**Why does the 2s cross section of Sr⁴⁺ never reach the $E^{-3.5}$ law?**

I computed the $L_1$ (2s) photoionisation cross section $\sigma$ of Sr⁴⁺ against photon energy $E$ in a relativistic independent-particle model. The non-relativistic dipole limit far above an s edge is $E^{-7/2}$. From 39.9 to 185 keV that law predicts a drop by a factor 215, and I get 79. The threshold is only 2282.1 eV, so why is the fall so slow, and is beta = 1.998 sensible?

Radial Dirac-Fock and Kohn-Sham solver 2: photoionisation of the L1 (2s) subshell of Sr4+, [Ar] 3d10 4s2 4p4, nuclear rms radius 4.224 fm. Bound and continuum orbitals use the initial-state Dirac-Hartree-Slater potential with a Latter tail; cross sections include all multipoles (length form), beta only the dipole term, and the threshold is from Dirac-Fock Delta-SCF.

```csv
photon energies (eV),cross section (kb),beta
4560,17.36,1.998
39900,0.1047,n/a
56100,0.04104,n/a
59320,0.03512,n/a
100000,0.007929,n/a
150000,0.002439,n/a
151000,0.002392,n/a
185000,0.001324,n/a
```

**Answer**

The scale that matters is the strength of the nuclear field felt by the outgoing electron, and the threshold is a poor guide to it. The local slope $s=-\,d\ln\sigma/d\ln E$ between neighbouring rows of your table runs 2.36, 2.75, 2.79, 2.85, 2.91 over the first five intervals and is again 2.91 in the last. Three limits account for that shape.

*Plane-wave limit.* A free electron cannot absorb a photon, so the nucleus must take the recoil and the electron must already carry its final momentum $k$. The cusp of an s orbital gives a momentum amplitude falling as $k^{-4}$. The cross section goes as (density of states $k$) × (dipole amplitude $k\cdot k^{-4}$)² / $E$, and with $E\propto k^2$ this is $k^{-7}=E^{-7/2}$. The step needs $\eta=Z/k\ll1$ in atomic units. For $Z=38$ and the non-relativistic $k$ counted from the 2282.1 eV threshold (the formula below counts it from the bare edge instead), $\eta$ is 0.72 at 39.9 keV and still 0.33 at 185 keV.

*Coulomb limit.* The exact non-relativistic dipole result for two hydrogenic 2s electrons (Stobbe) is

$$\sigma_S=\frac{2\cdot2^{14}\pi^2\alpha a_0^2}{3Z^2}\,x^4(1+3x)\,\frac{e^{-4\eta\arctan(2/\eta)}}{1-e^{-2\pi\eta}},$$

with $x=I/E$, the bare 2s binding energy $I=Z^2/8$ hartree $=4912$ eV, and $\eta=2/\sqrt{1/x-1}$. For small $\eta$ the last factor tends to $e^{-\pi\eta}/2\pi\eta$. The $1/\eta$ turns $x^4$ into $E^{-7/2}$, while $e^{-\pi\eta}$ suppresses low energies most and flattens the curve by an amount, $\pi\eta/2$ in the slope, that dies only as $E^{-1/2}$. At the $\eta$ of this table that limit overstates the flattening, so the numbers below use the full formula. At the hydrogenic edge, expanding the arctangent gives $s=4+\tfrac34-\tfrac83\approx2.1$. The slope therefore has to climb slowly from about 2 towards 3.5.

*Relativistic limit.* For $E\gg mc^2$ the cross section falls only as $E^{-1}$. The onset is described by $R$, the ratio of the Sauter formula (relativistic, all multipoles, lowest order in $Z\alpha$) to the plane-wave dipole result. $R$ depends on $E/mc^2$ alone and grows from 1.02 at 39.9 keV to 1.16 at 185 keV. It is the net of two opposed effects: to first order the photon momentum (higher multipoles) alone would raise the non-relativistic result by $2E/mc^2$, and relativity cuts this to $E/4mc^2$. The flattening is the work of the higher multipoles, and a relativistic dipole-only curve would be steeper.

In the product $\sigma_S R$ the slopes add: $s=3.5-\text{Coulomb part}-\text{Sauter part}$. Between 39.9 and 56.1 keV this reads $3.5-0.72-0.03=2.75$, as in the table. In the last interval it reads $3.5-0.44-0.18=2.88$. One correction shrinks while the other grows, so the slope stalls near 2.9, and by this argument the dipole approximation gives out before 3.5 can be reached.

The other electrons enter as follows. A fast electron is made close to the nucleus, where screening lowers the 2s amplitude but hardly alters its shape, and distant electrons shift initial and final levels alike. That suggests $\sigma=N\sigma_S R$ with the bare charge, as a function of photon energy. One constant fitted to the seven rows from 39.9 keV up gives $N=0.793$. It is no pure screening number, since it also absorbs terms of order $(Z\alpha)^2=0.077$.

Take 100 keV, a row inside the fit. Then $x=0.0491$, $\eta=2/4.40=0.455$, $x^4=5.82\times10^{-6}$ and $1+3x=1.147$. The Coulomb factor is $e^{-2.45}/(1-e^{-2.86})=0.0916$, and with $\alpha a_0^2=204$ kb the prefactor is $1.526\times10^4$ kb. The product is $\sigma_S=0.00933$ kb, and $0.793\times1.069\times0.00933=0.00791$ kb, 0.2 % below the tabulated 0.007929 kb.

All seven fitted rows are met within 1.5 % of the table; the printed analysis below lists the residuals. The case for $R$ is the ratio of table to $\sigma_S$, which drifts up from 0.819 to 0.908 and, once divided by $R$, stays between 0.801 and 0.781. Lowering the charge could not cure the upward drift, because a smaller $\eta$ makes $\sigma_S$ steeper still. The division into Coulomb and Sauter parts nevertheless comes from the formulas and has not been tested inside the solver. The remaining downward drift is well above rounding, and the model slope is 0.03 too flat at the top. My guess is that the neglected higher orders in $Z\alpha$ are responsible. A good fit alone says little over this range: a plain power law $E^{-2.86}$ holds those seven rows within 2.7 %, yet overshoots the 4560 eV value threefold.

The 150 to 151 keV interval looks slightly steep at 2.93, but rounding of the two cross sections allows ±0.06, so it needs no cause.

The 4560 eV row was kept out of the fits. It lies at twice the threshold but below the bare edge, so the formula has to be continued analytically, and the slow electron ($\eta\approx2.9$) crosses the whole screened region. The model is 9 % above the table there. The first slope, 2.36, is an average over a factor of nearly nine in energy. This row is also the most exposed to the settings: the continuum sees the initial-state potential with no relaxed core hole, the 4p⁴ shell is averaged over $j$, and the threshold comes from a different treatment than the orbitals.

Beta is the asymmetry parameter in $1+\beta P_2(\cos\theta)$, with $\theta$ measured from the polarisation. An s electron has a single non-relativistic dipole channel, $s\to p$, which gives exactly 2 in a central field (coupling to the open 4p shell, averaged away in this run, could shift it in the real ion). Relativity splits it into $p_{1/2}$ and $p_{3/2}$ with slightly different amplitudes and phases, the standard origin of a deficit such as 0.002. That figure describes this one energy and the dipole term only.

For a neighbouring case the formulas say that a heavier nucleus has larger $\eta$ at the same photon energy and so a flatter curve, with the Sauter part unchanged, and that removing another outer electron should move the threshold more than the high-energy cross section.

The fit alone cannot say how screening is best described. Setting $N=1$ and fitting an effective charge gives 35.8 and matches the same seven rows slightly better (rms 0.6 % against 0.9 % of the table), but is 21 % high at 4560 eV. The better rms is weak evidence, since a lower charge steepens $\sigma_S$ and so soaks up the downward drift whatever its cause. The physical argument above and that single row both favour the reduced amplitude at bare charge, though neither version reproduces the row. At what energy does the outgoing electron stop seeing the bare nucleus and begin to see the screened ion?

Printed output of the fit:

```
threshold 2282.1 eV; lowest energy/threshold 1.998; bare hydrogenic 2s edge 4912 eV; (Z alpha)^2 0.077
fall first to last row: factor 13112; E^-3.5 would give 425328
fall second to last row: factor 79.1; E^-3.5 would give 214.6
fits use the rows above the bare edge; the first row is a prediction
N 0.793; N0 (no Sauter factor) 0.856; Zeff 35.80; power-law exponent -2.857
E(eV)  E/mc2  Z/k(E-thr)  Stobbe(kb)  Sauter/Born  table/Stobbe  table/(Stobbe*Sauter)
   4560 0.009 2.94 23.87 1.002 0.727 0.725
  39900 0.078 0.72 0.1279 1.023 0.819 0.801
  56100 0.110 0.60 0.0496 1.034 0.827 0.800
  59320 0.116 0.59 0.04235 1.036 0.829 0.800
 100000 0.196 0.45 0.00933 1.069 0.850 0.795
 150000 0.294 0.36 0.002768 1.120 0.881 0.787
 151000 0.295 0.36 0.002713 1.121 0.882 0.787
 185000 0.362 0.33 0.001458 1.162 0.908 0.781
model minus table in %: E(eV), N*Stobbe*Sauter, N0*Stobbe, Zeff*Sauter, power law, rounding of table
   4560   +9.30  +17.73  +21.19 +204.34   0.029
  39900   -0.96   +4.54   +1.35   +2.65   0.048
  56100   -0.93   +3.46   +0.35   -1.09   0.012
  59320   -0.91   +3.24   +0.20   -1.45   0.014
 100000   -0.23   +0.73   -0.51   -1.83   0.006
 150000   +0.78   -2.85   -0.46   +0.19   0.021
 151000   +0.81   -2.92   -0.45   +0.24   0.021
 185000   +1.47   -5.72   -0.23   +1.37   0.038
N*Stobbe*Sauter: rms 0.93 %, worst fitted row 185000 eV (+1.47 %)
N0*Stobbe: rms 3.65 %, worst fitted row 185000 eV (-5.72 %)
Zeff*Sauter: rms 0.62 %, worst fitted row 39900 eV (+1.35 %)
power law: rms 1.50 %, worst fitted row 39900 eV (+2.65 %)
slope -dln(sigma)/dlnE: interval(eV), table, +-rounding, model = 3.5 - Coulomb part - Sauter part, table-model
4560-39900: 2.356 +-0.000  2.402 = 3.5 - 1.089 - 0.009  -0.045
39900-56100: 2.748 +-0.002  2.747 = 3.5 - 0.721 - 0.032  +0.001
56100-59320: 2.791 +-0.005  2.789 = 3.5 - 0.671 - 0.040  +0.002
59320-100000: 2.850 +-0.000  2.837 = 3.5 - 0.603 - 0.060  +0.013
100000-150000: 2.908 +-0.001  2.883 = 3.5 - 0.503 - 0.114  +0.025
150000-151000: 2.928 +-0.062  2.886 = 3.5 - 0.463 - 0.151  +0.042
151000-185000: 2.913 +-0.003  2.880 = 3.5 - 0.443 - 0.176  +0.032
narrow interval: drop 1.93 %; slope minus mean of neighbours +0.018
beta given in 1 row: 4560 eV, 2 - beta = 0.002 (rounding 0.0005)
```
